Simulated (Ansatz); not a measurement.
**The atomisation energy (no zero-point term) down a group: C to Sn**

One atom is swapped for its congeners: C3H9NO `CNCOC`; C2H9NOSi `CN[SiH2]OC`; C2H9NOSn `C[NH][SnH2][O]C`. The Ge member is missing. All are singlets with charge 0.

Shapes, held fixed at every level: PBE0-D4/def2-TZVP. Flexible molecules stand in one conformer, not always the lowest. Programs: Ansatz 0.2.0. Values in eV.

| level | C3H9NO | C2H9NOSi | C2H9NOSn |
| --- | --- | --- | --- |
| PBE-D4/def2-TZVPP | 55.88 | 53.91 | 49.81 |
| r2SCAN-D4/def2-TZVPP | 54.58 | 53.16 | 48.91 |
| PBE0-D4/def2-TZVPP | 54.82 | 53.11 | 48.87 |
| wB97M-V/def2-TZVPP | 54.80 | 53.46 | 49.13 |
| MP2/def2-TZVPP | 53.84 | 52.43 | 48.13 |
| CCSD/def2-TZVPP | 52.47 | 51.27 | 47.15 |
| CCSD(T)/def2-TZVPP | 53.23 | 51.92 | 47.88 |

At CCSD(T)/def2-TZVPP the atomisation energy falls at every step, from 53.23 to 47.88 eV. Every level shows the same order. For atoms past krypton def2 sets carry core potentials with scalar relativity. Correlated rows may include outer-core shells of Sn, which these sets cover unevenly. Spin-orbit coupling, which grows down the group, is left out (summed over each molecule's free atoms 0.02, 0.04, 0.32 eV).

Replacing carbon by silicon costs much less atomisation energy than going on to tin, at every level, although the second step spans two periods. Most of the change should come from the four bonds around the swapped atom, two to hydrogen and one each to nitrogen and oxygen, since the rest of the skeleton is retained. Si-H bonds are weaker than C-H bonds, but silicon's low electronegativity makes its bonds to oxygen and nitrogen strongly polar and stronger than their carbon counterparts, which probably offsets much of the loss. At tin this compensation fades: the larger, more diffuse valence orbitals overlap poorly with those of hydrogen, nitrogen and oxygen, and the 5s electrons are less readily drawn into bonding.

The ordering is thus well supported, while the absolute energies are less settled, as PBE probably overbinds and the correlated values are likely too low in a triple-zeta basis. Being totals relative to free atoms, these energies do not establish resistance to hydrolysis or redistribution.
